\section*{Purcell factor and spontaneous-emission coupling factor of a photonic-crystal nanolaser: solution key}

\subsection*{Model, conventions and data}

One two-level transition (frequency $\omega_e$, dipole $\mathbf d$) couples to one cavity mode (frequency $\omega$, photon loss rate $\kappa=\omega/Q_{\rm cav}$). In the rotating-wave approximation and the frame rotating at $\omega$,
\begin{equation}
H/\hbar=\delta\,\sigma_+\sigma_-+g\,(a\sigma_++a^\dagger\sigma_-),\qquad \delta=\omega_e-\omega ,
\end{equation}
\begin{equation}
\dot\rho=-\frac{i}{\hbar}[H,\rho]+\kappa\,\mathcal D[a]\rho+\gamma\,\mathcal D[\sigma_-]\rho+\gamma^*\,\mathcal D[\sigma_+\sigma_-]\rho ,
\label{eq:master}
\end{equation}
with $\mathcal D[L]\rho=L\rho L^\dagger-\tfrac12\{L^\dagger L,\rho\}$. Here $\gamma=f\Gamma_0$ is the emission rate into all other optical modes, $\Gamma_0$ the rate in the homogeneous semiconductor, and $\gamma^*$ the pure dephasing by carrier and phonon scattering. All widths are full widths at half maximum in angular frequency. The emitter line is Lorentzian of width $\gamma_e=\gamma+\gamma^*=2/T_2$, and $Q_{\rm em}=\omega/\gamma_e$. The medium is taken as non-dispersive, with no local-field factor.

The inputs are typical or assumed values for InGaAsP wells in a photonic-crystal membrane at $T=300$ K: $\lambda=1550$ nm, $n=3.4$, $V=1.0\,(\lambda/n)^3$, $Q_{\rm cav}=5000$, $T_2=100$ fs, $\Gamma_0=1.0\times10^{9}\ {\rm s^{-1}}$ for an occupied electron and hole state, and $f=0.3$. All results are the model's.

\subsection*{(a) Coupling constant and bulk rate}

Write the mode field as $\hat{\mathbf E}=E_0\,\mathbf u(\mathbf r)(a+a^\dagger)$ with $|\mathbf u|=1$ at the maximum of $\epsilon|\mathbf u|^2$, which lies in the semiconductor, and define $V=\int\epsilon(\mathbf r)|\mathbf u|^2d^3r/n^2$ with $\epsilon$ the relative permittivity. Half of the zero-point energy $\hbar\omega/2$ is electric, $\tfrac12\epsilon_0n^2E_0^2V=\hbar\omega/4$. With $\hbar g=E_0|\mathbf d\cdot\mathbf u|$,
\begin{equation}
g^2=\frac{|\mathbf d|^2\omega}{2\hbar\epsilon_0n^2V}\,\xi,\qquad \xi=\frac{|\mathbf d\cdot\mathbf u(\mathbf r)|^2}{|\mathbf d|^2}\le1 .
\label{eq:g}
\end{equation}
For the bulk rate apply the golden rule to plane waves with the same normalisation. Their density is $n^3\omega^2/(8\pi^3c^3)$ per volume, frequency, solid angle and polarisation, and the polarisation sum gives $\int\sin^2\theta\,d\Omega=8\pi/3$:
\begin{equation}
\Gamma_0=2\pi\,\frac{|\mathbf d|^2\omega}{2\hbar\epsilon_0n^2}\,\frac{n^3\omega^2}{8\pi^3c^3}\,\frac{8\pi}{3}=\frac{n\omega^3|\mathbf d|^2}{3\pi\epsilon_0\hbar c^3}.
\label{eq:G0}
\end{equation}
Numbers: $\omega=1.2153\times10^{15}\ {\rm s^{-1}}$, $\hbar\omega=0.800$ eV, $\lambda/n=455.9$ nm, $V=0.0947\ \mu{\rm m}^3$. The assumed $\Gamma_0$ corresponds to $|\mathbf d|/e=1.23$ nm, and for $\xi=1$ to $g=1.519\times10^{11}\ {\rm s^{-1}}$, or $\hbar g=0.100$ meV.

\subsection*{(b) Exact solution for one excitation}

Starting from $|e,0\rangle$, Eq.~\eqref{eq:master} reaches only $|g,1\rangle$ and $|g,0\rangle$. Let $P$ and $N$ be the populations of $|e,0\rangle$ and $|g,1\rangle$, and $C=\langle e,0|\rho|g,1\rangle=\langle a^\dagger\sigma_-\rangle$. Then
\begin{align}
\dot P&=-\gamma P-2g\,{\rm Im}\,C,\qquad \dot N=-\kappa N+2g\,{\rm Im}\,C,\nonumber\\
\dot C&=-\left(\tfrac12\Gamma+i\delta\right)C+ig\,(P-N),\qquad \Gamma=\kappa+\gamma+\gamma^*=\kappa+\gamma_e .
\label{eq:bloch}
\end{align}
The coherence loses amplitude through both partners, so the cavity and emitter widths add.

Integrate Eq.~\eqref{eq:bloch} over $0\le t<\infty$ and write $\bar P=\int P\,dt$ and so on. All three variables vanish at infinity, and $P(0)=1$, $N(0)=C(0)=0$. The last line gives $\bar C=ig(\bar P-\bar N)/(\Gamma/2+i\delta)$, hence
\begin{equation}
2g\,{\rm Im}\,\bar C=R\,(\bar P-\bar N),\qquad R=\frac{4g^2}{\Gamma}\,\frac{1}{1+(2\delta/\Gamma)^2}.
\label{eq:R}
\end{equation}
No adiabatic elimination was made, so this holds for every $g$. The other two lines become $1=\gamma\bar P+R(\bar P-\bar N)$ and $\kappa\bar N=R(\bar P-\bar N)$. The second gives $\bar N=R\bar P/(\kappa+R)$, and the probability that the excitation leaves through the cavity is
\begin{equation}
\eta=\kappa\bar N=\frac{R'}{R'+\gamma},\qquad R'=\frac{R\kappa}{\kappa+R}.
\label{eq:eta}
\end{equation}
The flux $R\bar P$ is emission into the mode, $R\bar N$ is reabsorption, and $\kappa/(\kappa+R)$ is the fraction of emitted photons that escape before being reabsorbed.

\subsection*{(c) Purcell factor and comparison with the general statement}

Define $F=R/\Gamma_0$. On resonance, Eqs.~\eqref{eq:g}, \eqref{eq:G0} and \eqref{eq:R} with $\Gamma=\omega/Q_{\rm eff}$ and $c/\omega=\lambda/2\pi$ give $F=6\pi c^3\xi Q_{\rm eff}/(n^3\omega^3V)$. Restoring the detuning,
\begin{equation}
F=\frac{3}{4\pi^2}\left(\frac{\lambda}{n}\right)^3\frac{Q_{\rm eff}}{V}\;\frac{\xi}{1+(2\delta/\Gamma)^2},\qquad \frac1{Q_{\rm eff}}=\frac1{Q_{\rm cav}}+\frac1{Q_{\rm em}} .
\label{eq:F}
\end{equation}
For $\gamma_e\ll\kappa$, $\xi=1$ and $\delta=0$ this is Purcell's formula of 1946 with $Q_{\rm cav}$. The general golden-rule statement is the overlap of the normalised cavity and emitter lines $L_c$ and $L_e$,
\begin{equation}
R=2\pi g^2\int L_c(\omega')L_e(\omega')\,d\omega' .
\label{eq:overlap}
\end{equation}
Two Lorentzians of widths $\kappa$ and $\gamma_e$ have the overlap $(\Gamma/2\pi)/(\delta^2+\Gamma^2/4)$, which reproduces Eq.~\eqref{eq:R}. The sum rule for $1/Q$ is a property of Lorentzians and fails for other shapes, as part (f) shows.

The coupling factor is by convention the share of spontaneous emission events that go into the mode, nonradiative decay excluded:
\begin{equation}
\beta=\frac{R}{R+\gamma}=\frac{F}{F+f}.
\label{eq:beta}
\end{equation}
Equation~\eqref{eq:eta} can be written $\eta=F/[F+f(1+R/\kappa)]$. Thus $\beta$ equals the output probability only for $R\ll\kappa$.

\subsection*{(d) Numbers for an aligned dipole at the antinode}

With $\gamma_e=2.0\times10^{13}\ {\rm s^{-1}}$, $\hbar\gamma_e=13.2$ meV and $Q_{\rm em}=60.76$. The prefactor is $3/4\pi^2=0.07599$. In the table $V$, and therefore $g$, is fixed, $\xi=1$, $\delta=0$, and $F_{\rm cav}$ is Eq.~\eqref{eq:F} with $Q_{\rm cav}$ in place of $Q_{\rm eff}$. The digits serve to compare exact formulas within the model.
\begin{center}
\begin{tabular}{rrrrrrr}
$Q_{\rm cav}$&$F_{\rm cav}$&$Q_{\rm eff}$&$F$&$R/\kappa$&$\beta$&$\eta$\\\hline
100&7.60&37.80&2.872&0.00024&0.9054&0.9054\\
5000&380&60.03&4.562&0.0188&0.9383&0.9372\\
100000&7599&60.73&4.615&0.380&0.9390&0.9177
\end{tabular}
\end{center}
$F$ saturates at $4.617$ for $Q_{\rm cav}\to\infty$: at room temperature the emitter width sets the enhancement. At the highest $Q_{\rm cav}$, $\beta$ still rises slightly while $\eta$ falls, because the stored photon is reabsorbed.

Whether $R$ is also a decay rate follows from the time dependence. At $\delta=0$ the exponents $s$ of Eq.~\eqref{eq:bloch} for $P$, $N$ and ${\rm Im}\,C$ obey
\begin{equation}
(s+\gamma)(s+\kappa)(s+\Gamma/2)+2g^2(2s+\gamma+\kappa)=0 .
\end{equation}
For $Q_{\rm cav}=5000$, $\kappa=2.431\times10^{11}\ {\rm s^{-1}}$ and $\Gamma/2=1.012\times10^{13}\ {\rm s^{-1}}$. The slowest root is $-s=4.778\times10^{9}\ {\rm s^{-1}}$. It matches $\gamma+R'=4.778\times10^{9}\ {\rm s^{-1}}$ to these digits and lies below $(F+f)\Gamma_0=4.862\times10^{9}\ {\rm s^{-1}}$ by the reabsorption. The memory correction is of relative order $|s|/(\Gamma/2)=4.7\times10^{-4}$. Without dephasing the same cavity would have $g$ above $\kappa/4=6.08\times10^{10}\ {\rm s^{-1}}$, the populations would oscillate, and $F_{\rm cav}\Gamma_0$ would be no decay rate at all.

\subsection*{(e) Stimulated emission}

For arbitrary photon number use $[a\sigma_+,a^\dagger\sigma_-]=aa^\dagger\sigma_+\sigma_--a^\dagger a\,\sigma_-\sigma_+$ in Eq.~\eqref{eq:master}. With $\hat n=a^\dagger a$,
\begin{equation}
\dot C=-\left(\tfrac12\Gamma+i\delta\right)C+ig\left[\langle(\hat n+1)\sigma_+\sigma_-\rangle-\langle\hat n\,\sigma_-\sigma_+\rangle\right].
\end{equation}
An incoherent pump term $p\,\mathcal D[\sigma_+]$ only adds $p$ to $\gamma_e$. Setting $\dot C=0$, which is exact in the steady state,
\begin{equation}
\frac{d\langle\hat n\rangle}{dt}=F\Gamma_0\left[\langle(\hat n+1)\sigma_+\sigma_-\rangle-\langle\hat n\,\sigma_-\sigma_+\rangle\right]-\kappa\langle\hat n\rangle .
\end{equation}
For one emitter, spontaneous emission into the mode, stimulated emission per photon and absorption per photon all carry the one rate $R=F\Gamma_0$.

For $M$ equal emitters with inversion $w=\langle\sigma_+\sigma_--\sigma_-\sigma_+\rangle$, adding these rates puts the balance of gain and loss at $MwR=\kappa$. This neglects correlations between different emitters, which the mean-field amplitude equations retain. With $\Sigma=\sum_j\langle\sigma_-^{(j)}\rangle$ and $\delta=0$,
\begin{equation}
\frac{d}{dt}\begin{pmatrix}\langle a\rangle\\ \Sigma\end{pmatrix}=\begin{pmatrix}-\kappa/2&-ig\\ igMw&-\gamma_e/2\end{pmatrix}\begin{pmatrix}\langle a\rangle\\ \Sigma\end{pmatrix}.
\end{equation}
The determinant $\kappa\gamma_e/4-g^2Mw$ vanishes at $Mw=\kappa\gamma_e/4g^2$, which contains $Q_{\rm em}$ where the rate sum has $Q_{\rm eff}$. The two thresholds are $Mw=52.6$ and $\kappa/R=53.3$ for $\xi=1$, a relative difference $\kappa/\gamma_e=0.012$. For an ensemble the statement that the same $F$ scales the stimulated rate therefore holds up to terms of order $\kappa/\gamma_e$. In that regime the gain rate $4g^2Mw/\gamma_e$ is proportional to $Mw\xi/V$ and does not depend on $Q_{\rm cav}$. It is the ordinary modal gain, and a better cavity lowers the threshold only by lowering $\kappa$.

\subsection*{(f) From one transition to the quantum well}

The well supplies many transitions, each with its own $\xi$ and $\delta$. Taking $f$ equal for all, the occupation factors cancel in $\beta$, and $F$ in Eq.~\eqref{eq:beta} is replaced by its emission-weighted mean $\langle F\rangle=F\,\xi_{\rm or}\,\xi_{\rm pos}\,S$, with $F=4.562$.

\emph{Orientation.} In compressively strained wells the lowest transition is electron to heavy hole, with $\mathbf d\propto(\hat{\mathbf x}\pm i\hat{\mathbf y})/\sqrt2$ near the band edge. A field linearly polarised in the plane gives $\xi_{\rm or}=1/2$. Randomly oriented linear dipoles would give $1/3$.

\emph{Position.} For carriers spread evenly over an area $A$, $\xi_{\rm pos}=A^{-1}\int_A|\mathbf u|^2dA$ in the plane of the well. Case A is a buried active region under the flat part of the mode envelope, covering whole periods of the standing wave, so that $\xi_{\rm pos}=\langle\cos^2\rangle=1/2$. Case B is a continuous well with carriers over a disc of assumed radius $1.5\ \mu$m, $A=7.07\ \mu{\rm m}^2$, which contains the whole mode. Define the effective thickness by $\int|\mathbf u|^2dA=V/d_{\rm eff}$ and assume $d_{\rm eff}=0.20\ \mu$m. Then $V/d_{\rm eff}=0.474\ \mu{\rm m}^2$ and $\xi_{\rm pos}=0.0670$. In this case $V$ cancels from $F\xi_{\rm pos}$, and a smaller mode gains nothing.

\emph{Spectrum.} With vertical transitions, parabolic subbands, a constant two-dimensional density of states and Boltzmann occupation, the transition energy above the edge, $x$ in units of $k_BT$, has weight $e^{-x}$. For the cavity at $x_0$ and $b=\hbar\Gamma/2k_BT$,
\begin{equation}
S(x_0)=\int_0^\infty\frac{b^2e^{-x}\,dx}{(x-x_0)^2+b^2}=b\,{\rm Im}\!\left[e^{-z}E_1(-z)\right],\qquad z=x_0+ib ,
\end{equation}
from ${\rm Im}\,(x-z)^{-1}=b/[(x-x_0)^2+b^2]$ and $\int_0^\infty e^{-x}(x-z)^{-1}dx=e^{-z}E_1(-z)$, where $E_1$ is the exponential integral on its principal branch. Integration by parts gives $S'=b^2/(x_0^2+b^2)-S$, so the maximum satisfies $S=b^2/(x_0^2+b^2)$. With $\hbar\Gamma/2=6.66$ meV and $k_BT=25.85$ meV, $b=0.2577$. The maximum lies at $x_0=0.321$, which is $8.3$ meV above the edge, and there $S=0.392$. The product $Q_{\rm eff}S=23.5$ is the quality factor of a single Lorentzian of width $34.0$ meV, which the sum rule in Eq.~\eqref{eq:F} with the homogeneous width alone does not give. Equation~\eqref{eq:overlap} with the true line shape remains valid.

\emph{Result.} At the best tuning,
\begin{equation}
\text{A: }\langle F\rangle=0.447,\ \ \beta=0.60;\qquad \text{B: }\langle F\rangle=0.0599,\ \ \beta=0.17 .
\end{equation}
In both cases $\langle F\rangle<1$, and in case B even $\langle F\rangle+f=0.36$: the total radiative rate is below the bulk rate. A sizeable $\beta$ here comes from the small $f$ inside the photonic gap as much as from enhancement. With $f=1$ the values would be $0.31$ and $0.057$.

\subsection*{(g) Size of what the model omits}

Near threshold the carriers are degenerate and the spectrum is wider. For a flat spectrum of illustrative width $W=60$ meV centred on the cavity, $S=(\hbar\Gamma/W)\arctan(W/\hbar\Gamma)=0.30$ in place of $0.392$.

Surface recombination at the etched holes does not enter $\beta$ but adds to $\gamma$ in Eq.~\eqref{eq:eta}. For a triangular lattice of period $a_L=420$ nm, hole radius $r=126$ nm and a typical recombination velocity $v_s=100$ m/s, all taken as inputs, the rate is $2\pi r v_s/(\tfrac{\sqrt3}{2}a_L^2-\pi r^2)=7.7\times10^{8}\ {\rm s^{-1}}$. This exceeds the radiative rate of case B, at most $3.6\times10^{8}\ {\rm s^{-1}}$ per pair, and limits the share of recombination events that feed the mode to at most $0.053$.

As typical knowledge and not as a measurement, quantum-well photonic-crystal lasers at room temperature have $\beta$ of order $0.1$. The model's case B, $0.17$, is of that order but probably high by up to a factor of two, and case A, $0.60$, is several times too high, since it combines the best tuning, non-degenerate carriers, a single mode under the emission line and an active region confined to the strongest field.